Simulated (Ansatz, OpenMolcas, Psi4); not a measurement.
**A small benchmark: atomisation enthalpy at 298 K**

8 molecules holding an element from Na to Cl; the atomisation enthalpy at 298 K in kJ/mol, computed less measured. Shapes, held fixed at every level: PBE0-D4/def2-TZVP. Flexible molecules stand in one conformer, not always the lowest. Thermal terms are harmonic and unscaled (PBE0-D4/def2-TZVP); the spin-orbit lowering of the free atoms is taken from their spectra. Programs: Ansatz 0.2.0, OpenMolcas 26.06, Psi4 1.11. A level may come from different programs for different species; with the same settings they agree closely. Measured values: Active Thermochemical Tables, NIST-JANAF tables.

Levels: A = BLYP/6-311+G**; B = revPBE/6-311+G**; C = M06-2X/6-311+G**.

| molecule | from tabulated heats | A | B | C |
| --- | --- | --- | --- | --- |
| S2F2 (Difluorodisulfane) | 1049 | -105 | -112 | -154 |
| PF3 (phosphorus trifluoride) | 1513 | -121 | -168 | -130 |
| SO3 (sulfur trioxide) | 1420 | -180 | -181 | -252 |
| CHCl3 (SMILES ClC(Cl)Cl) | 1402 | -86 | -54 | -35 |
| CHClF2 (difluorochloromethane) | 1698 | -43 | -42 | -29 |
| SiH2Cl2 (dichlorosilane (DCS)) | 1449 | -118 | -118 | -53 |
| SO2F2 (SMILES O=S(=O)(F)F) | 1693 | -256 | -259 | -286 |
| C2H5Cl (chloroethane) | 2756 | -68 | -71 | -24 |

Task: Sum up the errors.

Result: 
| level | kind | mean error | mean absolute error | worst case |
| --- | --- | --- | --- | --- |
| BLYP/6-311+G** | GGA | -122.1 | 122.1 | SO2F2 |
| revPBE/6-311+G** | GGA | -125.6 | 125.6 | SO2F2 |
| M06-2X/6-311+G** | global hybrid | -120.4 | 120.4 | SO2F2 |

On this set M06-2X/6-311+G** has the smallest mean absolute error and revPBE/6-311+G** the largest. BLYP/6-311+G** is too low in 8 of 8; revPBE/6-311+G** is too low in 8 of 8; M06-2X/6-311+G** is too low in 8 of 8. The heats of SiH2Cl2, SO2F2 come from older tables and can be uncertain by 10 kJ/mol or more. Heats of the atoms come from ATcT where it has them. The tabulated value of S2F2 is in doubt (older tables, estimates, or at odds with other calculations) and kept here. Over the 7 molecules whose values aren't doubted the mean absolute errors are A 124.6; B 127.6; C 115.6. The smallest two are near a tie. The largest two are near a tie. The set is small.

Every level underbinds every molecule, most severely SO3 and SO2F2, where sulfur is in its highest oxidation state. Deficits this large are not typical of M06-2X, which normally gives good main-group thermochemistry, so the likely main cause is the basis set. Strongly positive sulfur in short, polar S–O bonds needs tight d functions to polarise its contracted density, and a single ordinary d set supplies too little of this. These functions serve as polarisation, not as evidence for an expanded octet. The free atoms need them far less, so the error does not cancel on atomisation.

The similar mean errors hide different behaviour. M06-2X is closer to experiment than both GGAs for the four carbon and silicon compounds, but worse for SO3 and SO2F2. Perhaps GGA overbinding of the S–O bonds offsets part of the basis deficit there. The averages therefore measure functional and basis together, and do not support a ranking of the functionals themselves; a series with larger basis sets containing tight d functions would be needed to separate the two.
